# The GW self-energy in closed form for a plasmon-pole $W$

The $GW$ self-energy is a frequency convolution of the Green's function $G$ with the screened interaction $W$. If each element of $W$ has a single pair of poles, the convolution can be done by residues. I shall do it step by step, take the static limit, extract the renormalisation factor $Z$, and put numbers on a model of the band edges of silicon. Formulas are in Hartree atomic units, results in eV. All functions are time-ordered at zero temperature, and $\eta\to0^+$.

## Premises

First, Hedin's $GW$ approximation of 1965, without vertex corrections:
$$\Sigma(\mathbf r,\mathbf r',\omega)=\frac{i}{2\pi}\int d\omega'\,e^{i\omega'\eta}\,G(\mathbf r,\mathbf r',\omega+\omega')\,W(\mathbf r,\mathbf r',\omega').\tag{1}$$

Second, $G$ is built from mean-field orbitals with sharp energies,
$$G(\mathbf r,\mathbf r',\omega)=\sum_m\frac{\psi_m(\mathbf r)\psi_m^*(\mathbf r')}{\omega-e_m\mp i\eta},\tag{2}$$
with the upper sign for occupied and the lower sign for empty states. The crystal is non-magnetic, spin-orbit coupling is left out, and $m$ runs over the spin of the state under study only, so no factor of two appears.

Third, in a crystal of volume $V$,
$$W(\mathbf r,\mathbf r',\omega)=\frac1V\sum_{\mathbf q\mathbf G\mathbf G'}e^{i(\mathbf q+\mathbf G)\cdot\mathbf r}\,W_{\mathbf{GG}'}(\mathbf q,\omega)\,e^{-i(\mathbf q+\mathbf G')\cdot\mathbf r'},$$
with $W_{\mathbf{GG}'}=v_{\mathbf{GG}'}\epsilon^{-1}_{\mathbf{GG}'}$, $v_{\mathbf{GG}'}=4\pi/(|\mathbf q+\mathbf G||\mathbf q+\mathbf G'|)$, and $\epsilon^{-1}$ the symmetrised inverse dielectric matrix. Split $W=v\delta_{\mathbf{GG}'}+W^c$. With time-reversal symmetry the Lehmann form of $W^c$ is even in frequency,
$$W^c(\omega)=\int_0^\infty d\nu\,B(\nu)\left[\frac1{\omega-\nu+i\eta}-\frac1{\omega+\nu-i\eta}\right],\tag{3}$$
where $B_{\mathbf{GG}'}(\mathbf q,\nu)$ is a positive semidefinite matrix, a sum over neutral excited states of a density matrix element times its conjugate.

Fourth, the model: for each $\mathbf q,\mathbf G,\mathbf G'$ set $B(\nu)=A\,\delta(\nu-\tilde\omega)$ with $\tilde\omega$ real and positive, and write $A=v\Omega^2/(2\tilde\omega)$. The bracket in (3) equals $2\tilde\omega/(\omega^2-\tilde\omega^2)$, so
$$\epsilon^{-1}_{\mathbf{GG}'}(\mathbf q,\omega)=\delta_{\mathbf{GG}'}+\frac{\Omega^2}{\omega^2-(\tilde\omega-i\eta)^2},\qquad W^c(0)=-\frac{v\Omega^2}{\tilde\omega^2}.\tag{4}$$

**Question.** What fixes the two parameters?

Two conditions per element. Hybertsen and Louie, in 1986, used the static matrix and the $f$-sum rule. At high frequency (3) gives $W^c\to2\int\nu B\,d\nu/\omega^2$ and (4) gives $v\Omega^2/\omega^2$. In that limit the electrons respond as free particles, and for a local potential the double commutator of the density with the kinetic energy gives $\chi\to(\mathbf q+\mathbf G)\cdot(\mathbf q+\mathbf G')\rho(\mathbf G-\mathbf G')/\omega^2$. Since $\epsilon^{-1}-1=v^{1/2}\chi v^{1/2}$,
$$\Omega^2=\omega_p^2\,\frac{(\mathbf q+\mathbf G)\cdot(\mathbf q+\mathbf G')}{|\mathbf q+\mathbf G||\mathbf q+\mathbf G'|}\frac{\rho(\mathbf G-\mathbf G')}{\rho(0)},\qquad\tilde\omega^2=\frac{\Omega^2}{\delta_{\mathbf{GG}'}-\epsilon^{-1}(0)},$$
with $\omega_p^2=4\pi\rho(0)$. Godby and Needs, in 1989, fitted at $\omega=0$ and at one imaginary frequency $iE_0$. With $a=-\Omega^2/\tilde\omega^2$ and $b=-\Omega^2/(E_0^2+\tilde\omega^2)$ the two computed values of $\epsilon^{-1}-\delta$, one finds $\tilde\omega^2=E_0^2\,b/(a-b)$. The derivation below serves both.

## The spatial part

Take the expectation value of (1) in the state $n\mathbf k$. The integral over $\mathbf r$ gives $\langle n\mathbf k|e^{i(\mathbf q+\mathbf G)\cdot\mathbf r}|m\mathbf k'\rangle$, which vanishes unless $\mathbf k'=\mathbf k-\mathbf q$, and the one over $\mathbf r'$ gives the conjugate form with $\mathbf G'$. Define
$$M_{\mathbf G}=\langle m,\mathbf k-\mathbf q|e^{-i(\mathbf q+\mathbf G)\cdot\mathbf r}|n\mathbf k\rangle .$$
Every term of $\Sigma_{n\mathbf k}$ is then $M^*_{\mathbf G}M_{\mathbf G'}/V$ times a frequency integral, in which $e_m$ means $e_{m,\mathbf k-\mathbf q}$.

## The frequency integral

Begin with the bare $v$. The integrand falls only as $1/\omega'$, and the factor $e^{i\omega'\eta}$ forces us to close in the upper half-plane. There lie the occupied poles of $G$, at $\omega'=e_m-\omega+i\eta$, each with residue one. The factor is $(i/2\pi)(2\pi i)=-1$, so
$$\Sigma^x_{n\mathbf k}=-\frac1V\sum_{m}^{\rm occ}\sum_{\mathbf{qG}}|M_{\mathbf G}|^2v_{\mathbf{GG}}.$$

Now $W^c$. It falls as $1/\omega'^2$, the product with $G$ as $1/\omega'^3$, so the arc vanishes on either side, the convergence factor can be dropped, and we close wherever it is cheapest. $W^c$ has a pole at $\tilde\omega-i\eta$ below the axis with residue $+A$ and one at $-\tilde\omega+i\eta$ above it with residue $-A$.

For occupied $m$ the pole of $G$ is above the axis. Close below, clockwise. Only $\omega'=\tilde\omega-i\eta$ is enclosed:
$$\frac{i}{2\pi}(-2\pi i)\frac{A}{\omega+\tilde\omega-e_m-2i\eta}=\frac{A}{\omega-e_m+\tilde\omega-2i\eta}.$$
For empty $m$ the pole of $G$ is below the axis. Close above, anticlockwise, around $\omega'=-\tilde\omega+i\eta$:
$$\frac{i}{2\pi}(2\pi i)\frac{-A}{\omega-\tilde\omega-e_m+2i\eta}=\frac{A}{\omega-e_m-\tilde\omega+2i\eta}.$$
Both numerators are $+A$: in the second case the minus sign of the residue cancels against the opposite sense of the contour. Renaming $2\eta$ as $\eta$,
$$\Sigma^c_{n\mathbf k}(\omega)=\frac1V\sum_{\mathbf{qGG}'}\frac{v\,\Omega^2}{2\tilde\omega}\left[\sum_m^{\rm occ}\frac{M^*_{\mathbf G}M_{\mathbf G'}}{\omega-e_m+\tilde\omega-i\eta}+\sum_m^{\rm emp}\frac{M^*_{\mathbf G}M_{\mathbf G'}}{\omega-e_m-\tilde\omega+i\eta}\right],\tag{5}$$
where $v,\Omega^2,\tilde\omega$ carry the labels $\mathbf{q,G,G}'$. This is the result. It has the form of second-order perturbation theory for an electron coupled to a boson: the poles sit at $e_m-\tilde\omega$, a hole plus a plasmon, and at $e_m+\tilde\omega$, an electron plus a plasmon.

**Question.** In contour deformation one picks up residues of $G$. Where are they?

They appear if you close above for all $m$. You then collect the pole of $W^c$ at $-\tilde\omega$ for every $m$, and in addition the pole of $G$ for occupied $m$, which gives $-W^c(e_m-\omega)$. With $x=\omega-e_m$ the two routes agree by the identity
$$\frac{A}{x+\tilde\omega}=\frac{A}{x-\tilde\omega}-\frac{2\tilde\omega A}{x^2-\tilde\omega^2}.$$
Adding $\Sigma^x$, the total splits into a dynamic screened exchange, $-\sum^{\rm occ}M^*M\,v\,[\delta+\Omega^2/(x^2-\tilde\omega^2)]/V$, and a dynamic Coulomb hole, $\sum^{\rm all}M^*M\,A/(x-\tilde\omega)/V$. For occupied $m$ each piece has a pole at $x=+\tilde\omega$ that cancels in the sum, so (5) is the safer form to evaluate.

**Question.** How much of this depends on having one pole?

Only the last step. Equation (1) is linear in $W$, so for a general $B(\nu)$ one replaces $A$ by $B(\nu)\,d\nu$ and $\tilde\omega$ by $\nu$ and integrates.

## The static limit

Expand in $x/\tilde\omega$:
$$\frac1{x+\tilde\omega}=\frac1{\tilde\omega}-\frac{x}{\tilde\omega^2}+\dots,\qquad\frac1{x-\tilde\omega}=-\frac1{\tilde\omega}-\frac{x}{\tilde\omega^2}-\dots$$
By (4), $A/\tilde\omega=-W^c(0)/2$. At leading order occupied states contribute $-W^c(0)/2$ and empty ones $+W^c(0)/2$. Write the empty sum as all states minus occupied ones:
$$\Sigma^c\to-\frac1V\sum^{\rm occ}M^*M\,W^c(0)+\frac1{2V}\sum^{\rm all}M^*M\,W^c(0).$$
The first term joins $\Sigma^x$ to form the static screened exchange. In the second, closure over $m$ gives $\delta(\mathbf r-\mathbf r')$. Hence
$$\Sigma^x+\Sigma^c\to\underbrace{-\sum_m^{\rm occ}\psi_m(\mathbf r)\psi^*_m(\mathbf r')W(\mathbf r,\mathbf r',0)}_{\rm SEX}+\underbrace{\tfrac12\,\delta(\mathbf r-\mathbf r')W^c(\mathbf r,\mathbf r',0)}_{\rm COH}.\tag{6}$$
It is the full self-energy that goes over into COHSEX; the correlation part alone tends to $\mathrm{SEX}-\Sigma^x+\mathrm{COH}$. The Coulomb hole is half the potential that the induced charge sets up at the electron, the one half being that of charging up adiabatically.

**Question.** Closure needs all empty states, however high. How can $|x|\ll\tilde\omega$ hold for them?

It cannot, and this is the weak point of (6). A large momentum transfer $Q=|\mathbf q+\mathbf G|$ sends the electron to a state about $Q^2/2$ higher, while $\tilde\omega$ itself tends to $Q^2/2$, the recoil energy of a free electron. The true denominator is then $2\tilde\omega$, and the static form overstates these terms by a factor of two. More generally, for $\omega$ in the gap $x\ge0$ for occupied and $x\le0$ for empty states, so each denominator has magnitude $\tilde\omega+|x|$. The static limit enlarges both the positive occupied sum and the negative empty sum.

## The $Z$ factor

The diagonal quasiparticle equation is $E=e_n+\Sigma_n(E)-V^{xc}_n$. Expanding $\Sigma_n$ to first order about $e_n$ and solving for $E$,
$$E=e_n+Z\,[\Sigma_n(e_n)-V^{xc}_n],\qquad Z=\frac1{1+\lambda},\qquad\lambda=-\partial_\omega\Sigma^c_n .$$
Taken at $E$, the same $Z$ is the residue of $G_n(\omega)$ at the quasiparticle pole. Differentiating (5) for $\omega$ in the gap or at its edges,
$$\lambda=\frac1V\sum_{m\mathbf{qGG}'}M^*_{\mathbf G}M_{\mathbf G'}\frac{v\Omega^2}{2\tilde\omega}\frac1{(\tilde\omega+|\omega-e_m|)^2}.\tag{7}$$
In $\Sigma^c$ occupied and empty states partly cancel; in $\lambda$ they add. COHSEX has $\lambda=0$ and $Z=1$. The diagonal terms of (7) are positive and push $Z$ below one.

**Question.** Is $0<Z<1$ guaranteed?

For the general form (3), yes, because $B(\nu)$ is positive semidefinite at each $\nu$. A separate pole for each off-diagonal element does not preserve that property. In silicon, with the origin at the inversion centre midway along a bond, the matrices are real, so $\tilde\omega^2$ is real, but off the diagonal nothing forces it to be positive. Such elements violate the fourth premise and need their own prescription.

**Question.** Does the single pole bias $\lambda$?

For diagonal elements and intermediate states close in energy, I can give the sign. Let $m_k=\int\nu^kB\,d\nu$. The sum-rule fit reproduces $m_1$ and $m_{-1}$. At $x=0$, $\lambda$ needs $m_{-2}$, for which the pole gives $A/\tilde\omega^2=m_{-1}^{3/2}m_1^{-1/2}$. Hölder's inequality, with $\nu^{-1}=(\nu^{-2})^{2/3}\nu^{1/3}$, gives $m_{-1}\le m_{-2}^{2/3}m_1^{1/3}$, that is $m_{-2}\ge m_{-1}^{3/2}m_1^{-1/2}$. For these terms the pole understates $\lambda$ and so raises $Z$. The argument does not extend to large $|x|$.

## Range of validity

Within the model, $\Sigma^c$ is real and smooth between $E_v-\tilde\omega_{\min}$ and $E_c+\tilde\omega_{\min}$, with $E_v,E_c$ the band edges. With the full $B(\nu)$, which starts at the gap $E_g$, an imaginary part sets in already below $E_v-E_g$ and above $E_c+E_g$. So (5) gives no lifetimes, and near $e_m\mp\tilde\omega$ it has sharp poles in place of damped structure. It is to be trusted near the gap, where all denominators are far from zero and $\Sigma^c$ samples only smooth weighted integrals of $B$, and for solids whose loss function is dominated by one peak, as in $sp$-bonded semiconductors. It is not to be trusted for deep states, satellites, or several loss peaks of similar weight, as with shallow $d$ shells. The static form (6) needs in addition $|x|\ll\tilde\omega$ for all terms of weight.

## A model for the band edges of silicon

Inputs: a lattice constant of about 5.43 Å, a typical value; the measured high-frequency dielectric constant $\epsilon_\infty=11.85$ (compiled by Skelton 2020); the measured gap $E_g=1.12$ eV at 300 K (compiled by Wing 2021), used only as the gap in the denominators. With 32 valence electrons in the cubic cell of edge 10.26 bohr, $n=0.02962$ bohr$^{-3}$, $r_s=2.005$, $\omega_p=16.60$ eV, $k_F=0.9572$ bohr$^{-1}$ and $k_F^2/2=12.47$ eV.

The model drops local fields and takes plane waves filling a sphere of radius $k_F$. With $\xi=(k^2-k_F^2)/2$, occupied states have energy $\xi-E_g/2$ and empty ones $\xi+E_g/2$. The two edges are the state $k=k_F$ at $\omega=\mp E_g/2$. Then $|M|^2=1$ for the one state $\mathbf k-\mathbf q$, with $\mathbf q$ unrestricted, and $\Omega=\omega_p$. For the pole I take
$$\tilde\omega_q^2=\omega_p^2\frac{\epsilon_\infty}{\epsilon_\infty-1}+\frac{k_F^2q^2}{3}+\frac{q^4}{4}.$$
The first term makes $\epsilon^{-1}(0)=1/\epsilon_\infty$ at $q=0$, the second is Thomas-Fermi screening, since $\omega_p^2/q_{TF}^2=k_F^2/3$, and the third is the recoil limit. This gives $\tilde\omega_0=17.35$ eV; the static constant 11.7 listed by the Ioffe Institute would give 17.36 eV. As $\tilde\omega_0$ exceeds the occupied width, no valence state meets a pole.

The sum becomes $\int d^3q\,(2\pi)^{-3}4\pi/q^2=\pi^{-1}\int dq\int_{-1}^1d\mu$. Put $q=k_Fy$ and measure energies in $k_F^2$. With $\mu$ the cosine between $\mathbf k$ and $-\mathbf q$, $\xi=y\mu+y^2/2$ runs from $-s$ to $t$, where $s=y-y^2/2$, $t=y+y^2/2$, and $d\mu=d\xi/y$. The pole is $w=(0.4843+y^2/3+y^4/4)^{1/2}$ and the gap $g=0.0449$. The denominators are $w+d_o+|\xi|$ for occupied and $w+d_e+\xi$ for empty states, with $(d_o,d_e)=(0,g)$ at the valence edge and $(g,0)$ at the conduction edge. With $\omega_p^2=4k_F^3/3\pi$ and $s_-=\max(0,-s)$, the $\xi$ integrals of (7) and (5) give
$$\lambda=C\!\int_0^2\!\frac{dy}{wy}\Big[\frac1{w+d_o}-\frac1{w+d_o+s}\Big]+C\!\int_0^\infty\!\frac{dy}{wy}\Big[\frac1{w+d_e+s_-}-\frac1{w+d_e+t}\Big],$$
$$\Sigma^c=D\!\int_0^2\!\frac{dy}{wy}\ln\frac{w+d_o+s}{w+d_o}-D\!\int_0^\infty\!\frac{dy}{wy}\ln\frac{w+d_e+t}{w+d_e+s_-},$$
with $C=2/(3\pi^2k_F^2)=0.0737$ and $D=2/(3\pi^2)$ Ha $=1.838$ eV.

First the test of the static limit, at the valence edge, in eV, with totals formed before rounding:

| | occupied | empty | $\Sigma^c$ |
|---|---|---|---|
| pole model | 2.25 | −3.78 | −1.52 |
| static limit | 2.62 | −5.56 | −2.95 |

The static occupied entry is $D\int_0^2(1-y/2)\,dy/w^2$. The static total is twice this, $\mathrm{SEX}-\Sigma^x=5.23$ eV, plus
$$\mathrm{COH}=-\frac1\pi\int_0^\infty\!dq\,\frac{\omega_p^2}{\tilde\omega_q^2}=-\frac{\omega_p^2}{2\tilde\omega_0\sqrt{\tilde\omega_0+k_F^2/3}}=-8.18\ \text{eV},$$
on top of $\Sigma^x=-k_F/\pi=-8.29$ eV. The static limit lies 1.4 eV below the dynamic value, and the difference arises chiefly in the empty states, as argued.

Now the slopes:

| edge | $\lambda_{\rm occ}$ | $\lambda_{\rm emp}$ | $\lambda$ | $Z$ |
|---|---|---|---|---|
| valence | 0.101 | 0.125 | 0.226 | 0.816 |
| conduction | 0.091 | 0.137 | 0.228 | 0.814 |

That $\lambda$ hardly changes across the gap shows the linearised quasiparticle equation to be safe over shifts of this size.

**Question.** Does the model say that the conduction edge has the smaller $Z$, and does it give a gap correction?

Neither. Both edges have the same plane-wave matrix elements, so the two rows are one function at two frequencies, and the gap correction, which depends on the different shape of bonding and antibonding orbitals, is absent. In the crystal, orthogonality makes a band-edge state scatter at small $q$ within its own side of the gap, whereas the model sends half of that weight across it. The parameter is $E_g/\tilde\omega_0=0.065$. Removing the gap from all denominators gives $\lambda=0.238$ and $Z=0.81$; putting it into all gives $\lambda=0.216$ and $Z=0.82$. This spread is several times the difference between the rows, so the third digit of $Z$ only documents the integrals.

**Question.** Then what remains for silicon?

The model's value is $Z$ between 0.81 and 0.82 at both edges: nearly a fifth of the spectral weight leaves the quasiparticle peak, and any correction $\Sigma-V^{xc}$ is scaled down by the same fraction. As typical knowledge, not a measurement, full band-structure $GW$ calculations put the band-edge $Z$ of silicon near 0.75 to 0.8, so the model misses upward by a few hundredths in $Z$ and understates $\lambda$ by up to about a third. The Hölder bound points in that direction, and the neglected local fields and Bloch matrix elements have no estimate within the model.